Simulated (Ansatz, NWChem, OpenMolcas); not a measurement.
# Computed against measured: dipole moment

10 molecules with halogens; the dipole moment in D, computed less measured. Shapes, held fixed at every level: PBE0-D4/def2-TZVP. No vibrational averaging. Dipoles are compared by magnitude; molecules under 1 D, whose direction can flip, are left out. Programs: Ansatz 0.2.0, NWChem 7.3.0, OpenMolcas 26.06. A level may come from different programs for different species; with the same settings they agree closely. Measured values: NIST CCCBDB.

Levels: A = HF/def2-SVP; B = B3LYP/6-31G* (Cartesian functions); C = wB97M-V/def2-TZVPP.

| molecule | measured | A | B | C |
| --- | --- | --- | --- | --- |
| CHFO (formyl fluoride) | 2.02 | +0.44 | -0.05 | +0.09 |
| CHCl2F (dichlorofluoromethane) | 1.29 | +0.27 | +0.05 | -0.04 |
| SiH3Cl (chlorosilane) | 1.31 | +0.26 | +0.37 | -0.07 |
| SO2F2 (sulfuryl fluoride) | 1.12 | +0.01 | +0.06 | +0.04 |
| C2F3N (cyanotrifluoromethane) | 1.33 | -0.16 | +0.15 | +0.07 |
| C2H2F2 (vinylidene fluoride) | 1.38 | +0.08 | -0.43 | -0.24 |
| C2H3F3 (1,1,1-trifluoroethane) | 2.32 | +0.26 | -0.31 | -0.04 |
| C2H4F2 (1,1-difluoroethane) | 2.27 | +0.25 | -0.34 | -0.08 |
| C2H5Br (bromoethane) | 2.03 | +0.26 | +0.21 | +0.10 |
| C2H5F (SMILES CCF) | 1.96 | +0.20 | -0.26 | -0.09 |

Task: Which level does best on this set, which worst, and which err to one side?

Result: 
| level | kind | mean error | mean absolute error | worst case |
| --- | --- | --- | --- | --- |
| HF/def2-SVP | Hartree–Fock | +0.187 | 0.219 | CHFO |
| B3LYP/6-31G* (Cartesian functions) | global hybrid | -0.055 | 0.223 | C2H2F2 |
| wB97M-V/def2-TZVPP | range-separated hybrid | -0.026 | 0.086 | C2H2F2 |

On this set wB97M-V/def2-TZVPP has the smallest mean absolute error and B3LYP/6-31G* (Cartesian functions) the largest. Without C2H2F2 the largest would be that of HF/def2-SVP. HF/def2-SVP is too high in 9 of 10. The levels differ in basis as well as in method. The tabulated value of C2F3N is in doubt (older tables, estimates, or at odds with other calculations) and kept here. Over the 9 molecules whose values aren't doubted the mean absolute errors are A 0.226; B 0.231; C 0.088. The largest two are near a tie. Relativity is left out for Br. The set is small.

The small mean error of B3LYP/6-31G* reflects cancellation rather than accuracy: it is too low for all four fluorinated hydrocarbons, but too high for chlorosilane and bromoethane. A compact basis without diffuse functions probably describes the fluorine lone pairs too tightly and so understates the C–F bond dipole. Hartree–Fock mostly errs the other way, as expected when missing correlation leaves polar bonds too ionic; formyl fluoride, with two strongly polar bonds on one carbon, shows this most clearly.

In cyanotrifluoromethane the CF3 and CN group dipoles oppose each other, so a more polar C–F bond can lower the total. This may be why Hartree–Fock falls below B3LYP there, a difference that doesn't depend on the measured value.

Vinylidene fluoride stands apart for wB97M-V, at -0.24 D against much smaller errors elsewhere. Donation from the fluorine lone pairs into the π system opposes the σ polarity, and a slight excess of it would lower the dipole, though the total dipole alone can't separate the two contributions.
